Binding energies of one electron added to Li+ (1s²), computed with PySCF 2.14.0 in an even-tempered 18s11p8d3f Gaussian basis, with the X2C one-electron Hamiltonian and screened-nucleus spin-orbit coupling. Second order refers to the self-energy, and EOM-CCSD (electron attachment) is corrected in second order for the cut virtual space. Measured values are from NIST.

## Script

```python
# Table: binding energies (eV) of one electron added to Li+ 1s2; PySCF, X2C-1e GHF (Koopmans), second order, EOM-EA-GCCSD; NIST values.
# Tested: constant quantum defect, n*^-3 scaling of correlation, basis limits (own nonrelativistic frozen-core HF), 3d core polarisation.
T = {
    'level': ['2s1/2', '2p1/2', '2p3/2', '3s1/2', '3d3/2', '3d5/2', '3p1/2', '3p3/2'],
    'koop': [5.342, 3.5, 3.5, 2.007, 1.507, 1.507, 1.506, 1.506],  # eV
    'second': [5.385, 3.536, 3.536, 2.016, 1.507, 1.507, 1.519, 1.519],  # eV
    'eom': [5.387, 3.538, 3.537, 2.016, 1.507, 1.507, 1.519, 1.519],  # eV
    'corr': [0.045, 0.037, 0.037, 0.009, 0.001, 0.001, 0.013, 0.013],  # eV
    'meas': [5.39171, 3.5439, 3.54386, 2.01859, 1.51312, 1.51311, 1.55744, 1.55743],  # eV
}
import numpy as np
from scipy.linalg import eigh
from scipy.special import gamma
from scipy.constants import physical_constants as pc
Ha = pc['Hartree energy in eV'][0]; Ry = Ha/2
mu = 1/(1 + pc['electron mass in u'][0]/7.0)  # Li mass 7.0 u, rough recalled
L = T['level']; D = {c: dict(zip(L, T[c])) for c in ('koop', 'second', 'eom', 'corr', 'meas')}
nl = {k: (int(k[0]), 'spd'.index(k[1])) for k in L}
R = lambda c: Ry*mu if c == 'meas' else Ry
ns = lambda c, k: np.sqrt(R(c)/D[c][k])
print(f"Ry/4 {Ry/4:.4f}, Ry/9 {Ry/9:.4f} eV; reduced mass lowers by {1e6*(1-mu):.0f} ppm; rounding floor 0.5 meV (delta +-0.0005 at n=3)")
print("level  delta koop/eom/meas | minus meas (meV) koop, second, eom | corr*n*^3 (eV)")
for k in L:
    d = [nl[k][0] - ns(c, k) for c in ('koop', 'eom', 'meas')]
    e = [1e3*(D[c][k] - D['meas'][k]) for c in ('koop', 'second', 'eom')]
    print(f"{k} {d[0]:+.4f} {d[1]:+.4f} {d[2]:+.4f} | {e[0]:+.1f} {e[1]:+.1f} {e[2]:+.1f} | {D['corr'][k]*ns('meas', k)**3:.3f}")
print("n=3 minus prediction from n=2 defect (3d: minus hydrogenic), meV: koop, eom, meas")
for a, b in (('2s1/2', '3s1/2'), ('2p1/2', '3p1/2'), (None, '3d3/2')):
    print(b, ' '.join(f"{1e3*(D[c][b] - R(c)/((ns(c, a)+1) if a else 3)**2):+.1f}" for c in ('koop', 'eom', 'meas')))
print("3p minus 3d (meV):", ', '.join(f"{c} {1e3*(D[c]['3p1/2']-D[c]['3d3/2']):+.1f}" for c in ('koop', 'eom', 'meas')))
for a, b in (('2s1/2', '3s1/2'), ('2p1/2', '3p1/2')):
    print(f"corr {b}: table {1e3*D['corr'][b]:.0f}, n*^-3 from {a} {1e3*D['corr'][a]*(ns('meas', a)/ns('meas', b))**3:.1f} meV")
x = np.linspace(np.log(1e-5), np.log(300), 2000); r = np.exp(x); w = r*(x[1]-x[0])
lo, hi = np.minimum.outer(r, r), np.maximum.outer(r, r)
G = [lo**l/hi**(l+1) for l in range(3)]
def mats(a, l):
    p = a[:, None] + a; S = gamma(l+1.5)/(2*p**(l+1.5)); n = 1/np.sqrt(np.diag(S)); N = np.outer(n, n)
    h = S*(2*l+3)*np.outer(a, a)/p - 3*gamma(l+1)/(2*p**(l+1))
    return S*N, h*N, n*r[:, None]**(l+1)*np.exp(-np.outer(r*r, a))
def hf(bas):
    S, h, B = mats(bas[0], 0); J = 0*r; out = {}
    for _ in range(40):
        P = B@eigh(h + B.T@((w*J)[:, None]*B), S)[1][:, 0]; J = G[0]@(w*P*P)
    for l in range(3):
        S, h, B = mats(bas[l], l); U = (w*P)[:, None]*B
        e, v = eigh(h + 2*B.T@((w*J)[:, None]*B) - U.T@G[l]@U/(2*l+1), S)
        for n in (2, 3):
            if n > l: out[n, l] = (-e[n-l-1]*Ha, np.sum(w*r*(B@v[:, n-l-1])**2))
    return out
run = [(18, 0.0085, 2.6), (11, 0.011, 2.6), (8, 0.011, 2.8)]  # further output of the run: count, smallest exponent, ratio
A = hf([a*q**np.arange(m) for m, a, q in run])
Bd = hf([a*q**np.arange(-3.0, m) for m, a, q in run])
C = hf([6e-4*1.8**np.arange(m) for m in (33, 24, 20)])
five = ['2s1/2', '2p1/2', '3s1/2', '3p1/2', '3d3/2']
print("own HF (eV): koop table | run basis, +3 diffuse, dense | shift diffuse, dense (meV) | <r> run, dense (bohr)")
for k in five:
    a, b, c = A[nl[k]], Bd[nl[k]], C[nl[k]]
    print(f"{k} {D['koop'][k]:.3f} | {a[0]:.4f} {b[0]:.4f} {c[0]:.4f} | {1e3*(b[0]-a[0]):+.1f} {1e3*(c[0]-a[0]):+.1f} | {a[1]:.2f} {c[1]:.2f}")
print("meV: eom - meas/mu | after dense shift | corr needed (meas/mu - koop - shift), corr table")
for k in five:
    s = C[nl[k]][0] - A[nl[k]][0]; m = D['meas'][k]/mu
    print(f"{k} {1e3*(D['eom'][k]-m):+.1f} | {1e3*(D['eom'][k]+s-m):+.1f} | {1e3*(m-D['koop'][k]-s):.1f} {1e3*D['corr'][k]:.0f}")
F = {'2s1/2': (5.3642, 5.3419, 0.02271), '2p1/2': (3.5162, 3.5004, 0.021268), '3s1/2': (2.0106, 2.007, 0.0057936),
     '3p1/2': (1.5116, 1.506, 0.0077378), '3d3/2': (1.5072, 1.5068, 0.00015929)}  # further output: raw EOM, Koopmans, cut correction
print("further output, corr (meV) and share from cut-space correction:")
print(', '.join(f"{k} {1e3*(e-o+c):.1f} ({100*c/(e-o+c):.0f}%)" for k, (e, o, c) in F.items()))
pol = 0.19/2*(27-6)/(2*3**5*1.5*2*2.5*3*3.5)*Ha*1e3  # alpha(Li+) 0.19 a.u., rough recalled
e, o, c = F['3d3/2']
print(f"3d alpha<r^-4>/2 {pol:.2f} meV; p channel 2/5: {0.4*pol:.2f}; run {1e3*(e-o+c):.2f} +-0.10; meas/mu - dense HF {1e3*(D['meas']['3d3/2']/mu-C[3, 2][0]):.2f}")
print("measured j splitting (meV):", ', '.join(f"{a[:2]} {1e3*(D['meas'][a]-D['meas'][b]):.2f}" for a, b in (('2p1/2', '2p3/2'), ('3p1/2', '3p3/2'), ('3d3/2', '3d5/2'))))
print(f"max |eom - second| {1e3*max(abs(D['eom'][k]-D['second'][k]) for k in L):.0f} meV")
assert D['eom']['3d3/2'] < Ry/9 < D['meas']['3d3/2'] and D['koop']['3p1/2'] < Ry/9
assert D['koop']['3p1/2'] < D['koop']['3d3/2'] and D['meas']['3p1/2'] > D['meas']['3d3/2']
assert max(L, key=lambda k: D['meas'][k]-D['eom'][k]).startswith('3p')
assert D['meas']['3p1/2'] - D['eom']['3p1/2'] > 2*D['corr']['3p1/2']
```

Output:

```
Ry/4 3.4014, Ry/9 1.5117 eV; reduced mass lowers by 78 ppm; rounding floor 0.5 meV (delta +-0.0005 at n=3)
level  delta koop/eom/meas | minus meas (meV) koop, second, eom | corr*n*^3 (eV)
2s1/2 +0.4041 +0.4108 +0.4115 | -49.7 -6.7 -4.7 | 0.180
2p1/2 +0.0284 +0.0390 +0.0407 | -43.9 -7.9 -5.9 | 0.278
2p3/2 +0.0284 +0.0387 +0.0407 | -43.9 -7.9 -6.9 | 0.278
3s1/2 +0.3963 +0.4021 +0.4039 | -11.6 -2.6 -2.6 | 0.157
3d3/2 -0.0047 -0.0047 +0.0015 | -6.1 -6.1 -6.1 | 0.027
3d5/2 -0.0047 -0.0047 +0.0015 | -6.1 -6.1 -6.1 | 0.027
3p1/2 -0.0057 +0.0072 +0.0445 | -51.4 -38.4 -38.4 | 0.336
3p3/2 -0.0057 +0.0072 +0.0444 | -51.4 -38.4 -38.4 | 0.336
n=3 minus prediction from n=2 defect (3d: minus hydrogenic), meV: koop, eom, meas
3s1/2 -12.0 -13.5 -11.9
3p1/2 -34.7 -32.8 +4.0
3d3/2 -4.7 -4.7 +1.5
3p minus 3d (meV): koop -1.0, eom +12.0, meas +44.3
corr 3s1/2: table 9, n*^-3 from 2s1/2 10.3 meV
corr 3p1/2: table 13, n*^-3 from 2p1/2 10.8 meV
own HF (eV): koop table | run basis, +3 diffuse, dense | shift diffuse, dense (meV) | <r> run, dense (bohr)
2s1/2 5.342 | 5.3416 5.3416 5.3417 | +0.0 +0.1 | 3.87 3.87
2p1/2 3.500 | 3.5003 3.5003 3.5004 | +0.0 +0.1 | 4.80 4.80
3s1/2 2.007 | 2.0069 2.0075 2.0081 | +0.6 +1.2 | 10.14 10.20
3p1/2 1.506 | 1.5060 1.5443 1.5448 | +38.3 +38.9 | 10.80 12.19
3d3/2 1.507 | 1.5068 1.5113 1.5119 | +4.5 +5.1 | 10.17 10.50
meV: eom - meas/mu | after dense shift | corr needed (meas/mu - koop - shift), corr table
2s1/2 -5.1 | -5.0 | 50.0 45
2p1/2 -6.2 | -6.1 | 44.1 37
3s1/2 -2.7 | -1.6 | 10.6 9
3p1/2 -38.6 | +0.3 | 12.7 13
3d3/2 -6.2 | -1.1 | 1.1 1
further output, corr (meV) and share from cut-space correction:
2s1/2 45.0 (50%), 2p1/2 37.1 (57%), 3s1/2 9.4 (62%), 3p1/2 13.3 (58%), 3d3/2 0.6 (28%)
3d alpha<r^-4>/2 1.42 meV; p channel 2/5: 0.57; run 0.56 +-0.10; meas/mu - dense HF 1.33
measured j splitting (meV): 2p 0.04, 3p 0.01, 3d 0.01
max |eom - second| 2 meV
```
